**Q:** I have to assign the carbon spectrum of a pyridazine ring that carries a methyl group, a fluorine and a nitrile. My rule is that an unsaturated carbon moves to higher shift when nitrogen or fluorine is bonded to it. Does the calculation bear that out?

GIAO chemical shifts of 4-fluoro-6-methylpyridazine-3-carbonitrile, Cc1cc(F)c(C#N)nn1, from PySCF 2.14.0 with KT2/pcSseg-1 in tetrahydrofuran, at the GFN2-xTB geometry from tblite 0.8.0. Shifts are unscaled and relative to TMS at the same level. Heavy atoms are numbered in SMILES order, and hydrogens take the number of their carbon.

```tsv
atom	nucleus	count	shift in conformer 1 (ppm)
1	13C	1	25.80
2	13C	1	158.40
3	13C	1	110.70
4	13C	1	168.60
6	13C	1	121.40
7	13C	1	111.60
1	1H	3	3.10
3	1H	1	7.46
```

**A:** Only in part. Going round the ring, C2 carries the methyl group, C3 a hydrogen, C4 the fluorine and C6 the nitrile, whose own carbon is C7; the two ring nitrogens sit between C6 and C2. C4 and C2 obey your rule, at 168.6 and 158.4 ppm. C6 and C7 hardly do: each has a nitrogen neighbour, yet they lie at only 121.4 and 111.6 ppm, not far above C3, which has neither nitrogen nor fluorine attached.

**Q:** C2 and C6 are both bonded to a ring nitrogen. Why are they so far apart?

**A:** Start from the limit in which all three substituents are replaced by hydrogen. Plain pyridazine has a mirror plane that exchanges C2 with C6 and C3 with C4, so within each pair the shifts are equal. Whatever the ring nitrogens do to C2, they do to C6 as well. The computed gap of 37.0 ppm is therefore the work of the substituents, and your rule misses it because it looks only at which atoms are attached and ignores what the rest of the molecule does.

**Q:** Can one guess that gap without a quantum-chemical calculation?

**A:** Roughly, by analogy with benzene rings that carry a single substituent: toluene, fluorobenzene and benzonitrile. One takes the change that each substituent causes at each ring position and adds the changes. The values I use are rough and recalled. The analogy assumes that the substituents act independently and that a pyridazine ring responds as benzene does.

For C2, the methyl group on it adds about 9 ppm, the fluorine, held by the carbon two bonds away, about 2, and the nitrile across the ring about 4. Together they raise C2 by some 15 ppm. Most of this comes from the methyl group.

For C6, the nitrile on it takes off about 16 ppm, the fluorine on the neighbouring carbon about 13, and the methyl group across the ring about 3. Together they lower C6 by some 32 ppm. Here the methyl group hardly matters.

The estimated gap is thus 15 + 32 = 47 ppm, which is 10 ppm more than the computed one. The direction and the rough size are right. The low shift of C6 needs no exotic effect: three ordinary substituents happen to push the two carbons apart.

**Q:** Fluorine is the most electronegative atom here. How can it lower the shift of a carbon?

**A:** It acts in two ways. Through the σ bond it draws electrons from the carbon that holds it, and that carbon moves to high shift. Its lone pairs also overlap with the π system of the ring and feed density back, mainly to the neighbouring carbons and the one opposite. The usual explanation is that this extra density shields them; the calculation lists shifts, not charges, so it does not test that step.

The nitrile is a warning of a different kind. It withdraws electrons from the ring, and yet in benzonitrile the carbon that bears it lies below the carbons of benzene. Electron withdrawal alone is a poor guide to a carbon shift.

**Q:** Does the same estimate work for the other pair, C4 and C3?

**A:** It gives 50 ppm, where the calculation has 57.9, and nearly all of it is due to fluorine, which raises C4 and lowers C3. No row was fitted in either case. The estimate is too large for one pair and too small for the other, so no common scale factor would repair it. Part of each mismatch may also lie in the computed shifts, which are unscaled. The estimate tells you which carbon of a pair lies higher and by roughly how much, but it misses that the second gap is clearly the wider one. The printed output below lists both comparisons.

**Q:** That leaves the nitrile carbon. It has a triple bond to nitrogen and still lies 46.8 ppm below C2.

**A:** Here the shape of the bond matters more than the neighbour. Carbon shifts are governed largely by paramagnetic deshielding, which arises when the magnetic field mixes occupied with empty orbitals. In the limit of a perfectly linear molecule, a field along the axis causes no such mixing, because its action amounts to turning the electron cloud about that axis, which leaves the cloud unchanged. A tumbling molecule averages over all directions, and those near the axis contribute little deshielding. The nitrile group is linear only locally, so the argument holds only approximately. It is a likely reason why such a carbon lies below a trigonal one bonded to nitrogen, but the table lists only averaged shifts and does not test it.

**Q:** C7 and C3 are then almost on top of each other. Can I trust their order?

**A:** No. They differ by 0.9 ppm, less than the usual error of unscaled computed carbon shifts. Use the hydrogen instead: C3 carries one and C7 does not, so an experiment that correlates carbons with their attached hydrogens separates them.

The analysis program printed:

```
C2 less C6, both next to ring N, computed (ppm): 37
C6 less C3, computed (ppm): 10.7
C4 less C3, both remote from ring N, computed (ppm): 57.9
C4 less C2, computed (ppm): 10.2
nitrile C7 less C3, computed (ppm): 0.9
C2 less nitrile C7, computed (ppm): 46.8
C3 less methyl carbon, computed (ppm): 84.9
ring H less methyl H, computed (ppm): 4.36
C2 less C6, rough estimate from benzene effects (ppm): 47
share of fluorine in that estimate (ppm, rough): 15
share of nitrile in that estimate (ppm, rough): 20
share of methyl in that estimate (ppm, rough): 12
C4 less C3, rough estimate from benzene effects (ppm): 50
share of fluorine in the C4 less C3 estimate (ppm, rough): 48
estimate less computed value for C2 less C6 (ppm): 10
estimate less computed value for C4 less C3 (ppm): -7.9
```
